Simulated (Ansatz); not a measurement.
A series in temperature on Ti

All results are calculated (Ansatz 0.2.0). Harmonic vibrational free energy, entropy and heat capacity at constant volume, per atom, from the force constants of a q mesh, imaginary modes left out; plane waves with PAW datasets, Gamma-centred k mesh.

Structure of every row (space group Fm-3m, No. 225):
```
Ti
1.0
      0.0000     1.9911     1.9911
      1.9911     0.0000     1.9911
      1.9911     1.9911     0.0000
Ti
1
Direct
  0.00000 0.00000 0.00000
```

Settings of every row: functional LDA; dispersion none; spin none; wave cutoff 420 eV; k mesh 20x20x20; occupations fermi dirac; smearing width 0.15 eV; volume over rest 0.98; phonon method linear response; q mesh 2x2x2.

Limits: coarse q mesh; metal sensitive to the k mesh.

```
row  temperature (K)  phonon heat capacity (kB/atom)  phonon entropy (kB/atom)  phonon free energy (meV/atom)
  1              200                           2.694                     3.092                              4
  2              300                           2.858                     4.222                          -27.8
  3              400                           2.918                     5.053                          -67.9
  4              500                           2.947                     5.708                         -114.4
  5              600                           2.963                     6.247                           -166
  6              700                           2.973                     6.704                         -221.8
  7              800                               ?                         ?                              ?
  8              900                           2.984                     7.453                         -344.1
  9             1000                           2.987                     7.768                         -409.7
```

Question: what phonon heat capacity and phonon entropy should row 7 give?

Worked fit of phonon heat capacity. At high temperature a harmonic heat capacity falls short of its limit by a term in 1/T², so take t = (100 K / T)². The shown rows have t = 0.25, 0.11111, 0.0625, 0.04, 0.02778, 0.02041, 0.01235, 0.01. Least squares give phonon heat capacity = 3 − 1.3307 × t + 0.429 × t² kB/atom; a straight line predicts inner rows, each left out in turn, worse (root mean square 0.0024 against 0.0008 kB/atom). The rows lie off it by 0.000, 0.001, -0.001, 0.000, 0.000, 0.000, 0.000, 0.000. The constant, 3 kB/atom, is to be held against the harmonic limit of 3 k_B an atom. The withheld row has t = 0.01562, so the fit gives 3 − 1.3307 × (0.01562) + 0.429 × (0.01562)² = 2.979 kB/atom.

The calculation gave 2.979 kB/atom. The fit meets it to the printed digit.

Worked fit of phonon entropy. Entropy rises as the heat capacity times the change of ln T, so take t = ln(T / 300 K). The shown rows have t = -0.4055, 0, 0.2877, 0.5108, 0.6931, 0.8473, 1.0986, 1.204. Least squares give phonon entropy = 4.2302 + 2.84933 × t + 0.07689 × t² kB/atom; a straight line predicts inner rows, each left out in turn, worse (root mean square 0.019 against 0.0062 kB/atom). The rows lie off it by 0.005, -0.008, -0.003, 0.002, 0.005, 0.004, 0.000, -0.004 (root mean square 0.0045 kB/atom), a smooth pattern that one more power would take up: the form is only approximate. The slope at t = 0, 2.85 kB/atom, estimates the heat capacity at 300 K. The withheld row has t = 0.9808, so the fit gives 4.2302 + 2.84933 × (0.9808) + 0.07689 × (0.9808)² = 7.099 kB/atom.

The calculation gave 7.102 kB/atom. The fit lies 0.003 kB/atom (0.064 % of the column's range) below it; its largest miss of a shown row is 0.008 kB/atom.

The other values of row 7: phonon free energy -281.4 meV/atom.
